Nitrogen on top of a surface atom looks wrong. Its contact with tantalum, 1.744 Å, is the shortest in the table, yet it is bound less than half as strongly as nitrogen in the hollow, where the shortest contact is 2.138 Å. A short bond normally means a strong one. Here the number of bonds counts for more than the strength of any single bond, and that number gives a rule that can be used by hand.

Single atoms adsorbed on the (100) face of a five-layer bcc Ta slab, one per 1×1 surface cell, were relaxed from the start site with the two lowest layers fixed. Adsorption energies are relative to the clean slab and a free spin-polarised atom. Calculated with Ansatz 0.2.0: scalar-relativistic plane-wave PAW, PBEsol, slabs without spin, 420 eV cutoff, 9×9×1 k mesh.

```tsv
adsorbate	start site	start site atoms	adsorption energy (eV)	shortest contact length (Å)
N	bridge	Ta-Ta	-6.660	1.906
N	hollow over	Ta	-8.207	2.138
N	top	Ta	-3.641	1.744
Si	bridge	Ta-Ta	-4.609	2.547
Si	hollow over	Ta	-6.576	2.548
Si	top	Ta	-3.803	2.551
Zn	bridge	Ta-Ta	-1.385	2.745
Zn	hollow over	Ta	-2.288	2.739
Zn	top	Ta	-1.007	2.752
```

On this square surface an atom on top touches one surface Ta atom, an atom at the bridge two, and an atom in the hollow four. The Ta named for the hollow site is the second-layer atom straight below it. For N, Si and Zn alike, binding strengthens from top to bridge to hollow. It grows much more slowly than the number of neighbours, however: four neighbours bind about twice as strongly as one.

A possible reason is that the bonds share an orbital. Let one orbital of the adsorbate, taken as a round s orbital, couple with strength $\beta$ to each of $n$ equal metal neighbours. Only one combination of the metal orbitals, the one with all of them in phase, takes part in the bond, and each neighbour enters it with weight $1/\sqrt{n}$. Adding $n$ such contributions gives a total coupling of

$$n\cdot\frac{\beta}{\sqrt{n}}=\sqrt{n}\,\beta .$$

If the levels of adsorbate and metal lie close together, the bonding level drops by about this amount. Each new neighbour must share an orbital that is already in use, so it adds less than the one before. If the levels lay far apart, the drop would instead follow $n\beta^2$ divided by their separation, and bonds would simply add up. For p orbitals, which matter in nitrogen and silicon, the signs vary from neighbour to neighbour. Neighbours in different directions can then use different p orbitals and need to share less, so for these two elements the root is only a guess, to be tested against the table.

Suppose that the adsorption energy $E$ is proportional to this coupling, which ignores the repulsion between the atoms and the spread of the metal's levels into bands. With the hollow as the known site, this gives

$$E(n)\approx E_{\text{hollow}}\sqrt{n/4}.$$

The bridge then keeps about 71% of the hollow energy and the top site half. The hollow energy carries the chemistry of the element: nitrogen, with three holes in its 2p shell, binds far more strongly than zinc with its filled 4s shell. The rule therefore needs one known energy for each element, and supplies the other two sites.

For zinc on top, the hollow value of −2.288 eV times $\sqrt{1/4}$ gives −1.14 eV. The calculation gives −1.007 eV, so the estimate binds 14% too strongly. For nitrogen at the bridge, −8.207 eV times $\sqrt{2/4}$ gives −5.80 eV against a computed −6.660 eV, which is 13% too weak and the largest error in eV. Neither computed value entered its own estimate.

Over all six bridge and top values the root-mean-square error is 13% of the computed energy, and the worst is 17%. Adding equal bonds, with energy proportional to $n$, gives 40% and binds too weakly every time. The numbers thus fit a root of $n$ better than simple proportion, although three elements are too few to fix the exact power or to prove its cause. The model also misses a detail. It says that each new neighbour adds less than the one before, and nitrogen agrees. For silicon, however, the second neighbour adds 0.81 eV, while the third and fourth add 0.98 eV each on average, and zinc shows the same pattern. Counting the second-layer atom as a fifth neighbour in the hollow would remove this rise, and its error over the table is about the same as with four.

Judged by length, the picture of equal bonds suits silicon and zinc best, since their shortest contacts change by little more than 0.01 Å between sites. Even so, the rule is on the whole no more accurate for them than for nitrogen. Nitrogen does not fit the picture of equal bonds. In the hollow it sinks so low that its shortest contact must be to the second-layer atom, since no surface atom can be nearer than 2.32 Å. Between top and bridge its contact lengthens, which should weaken each bond, yet the binding rises more steeply than the rule says. The slabs were computed without spin; if nitrogen on top keeps a magnetic moment, its binding there is underestimated, but this is untested.

For these three elements the hollow is the best site to start from. Starting from the top value raises the worst error to 23%, and starting from the bridge value to 29%. Use the result to judge how firmly an atom is held at a site, and leave hopping barriers to a proper calculation. Nitrogen at the bridge lies 1.5 eV above the hollow, while the rule says 2.4 eV, because a modest error in a large energy becomes a large error in a small difference.

The energies must also be counted from free atoms, as they are here. The rule compares ratios, and a shifted zero spoils them: if all nitrogen energies were 1 eV weaker, the error for the top site would grow from 13% to 36%. Values quoted against N₂ gas or a solid element have to be converted first.

Finally, these are values for a full layer, with adsorbates only 3.28 Å apart, so a lone atom may bind differently. The relaxations kept the symmetry of each site, so the bridge may be a pass between hollows and the top site a peak, where an atom would not stay. The program also warned of a rough exchange-correlation potential in the thin density outside the surface, for the clean slab and most of the others, and the PAW datasets were made for PBE, not PBEsol. PBEsol also tends to bind atoms to metals too strongly, an error that the hollow energy passes on to the other two sites. The clean slab was computed with the same choice of datasets as the zinc runs, but the nitrogen and silicon runs do not list that choice. If their tantalum dataset differed from the clean slab's, all six nitrogen and silicon energies carry a common shift. That would alter their ratios, and with them four of the six values that test the rule, while zinc would be unaffected. The size of these effects was not tested.
